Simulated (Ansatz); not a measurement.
**Swapping H for F on C: the HOMO–LUMO gap**

Gas-phase molecules. On one C centre that keeps CH3, n of the H ligands are replaced by F. The HOMO–LUMO gap y in eV at wB97M-V/def2-TZVPP. Shapes: PBE0-D4/def2-TZVP. Programs: Ansatz 0.2.0.

| molecule | n | y (eV) |
| --- | --- | --- |
| C2H6 | 0 | 14.75 |
| C2H5F | 1 | ? |
| C2H4F2 | 2 | 15.00 |
| C2H3F3 | 3 | 16.15 |

Problem. Fit y = c + s·n to the known rows and predict C2H5F.

Solution. 
1. Means of the 3 rows: n = 1.66667, y = 15.300.
2. Σ(Δn)² = 4.6667, Σ(Δn·Δy) = 1.95, so the slope is 1.95/4.6667 = 0.41785.
3. Intercept: 15.300 − (0.41785) × 1.66667 = 14.604. The largest residual of the fit is 0.44.
4. C2H5F: 14.604 + (0.41785) × 1 = 15.02 eV.

The run gave 14.62 eV, so the prediction is off by +0.40 eV, within the largest residual. The step per swap drifts from -0.13 to +1.15 eV. Other levels give for C2H5F: SPW92/def2-TZVPP 8.25; PBE-D4/def2-TZVPP 8.28; B3LYP-D4/def2-TZVPP 10.21 eV. Orbital gaps aren't excitation energies, and the LUMO depends on the basis. The series isn't monotonic at this level.

The first fluorine slightly narrows the gap, while the second and third widen it, the third by far the most. The line therefore misses the chemistry at C2H5F: it places the molecule above ethane, whereas the computed gap lies below it, and the error of +0.40 eV is about as large as the fitted effect of one swap.

Two opposing effects of fluorine probably explain the curvature. Its electronegativity pulls down the σ(C–H) and σ(C–C) levels, but its lone pairs mix with them in an antibonding way and push the highest occupied level back up. With one fluorine the two nearly cancel; with more, the inductive pull wins, and the third swap also removes the last C–H bond on the substituted carbon. The much smaller gaps from the other functionals for C2H5F probably reflect their smaller share of exact exchange at long range. Gaps alone can't show how much of each step comes from the occupied level and how much from the empty one.
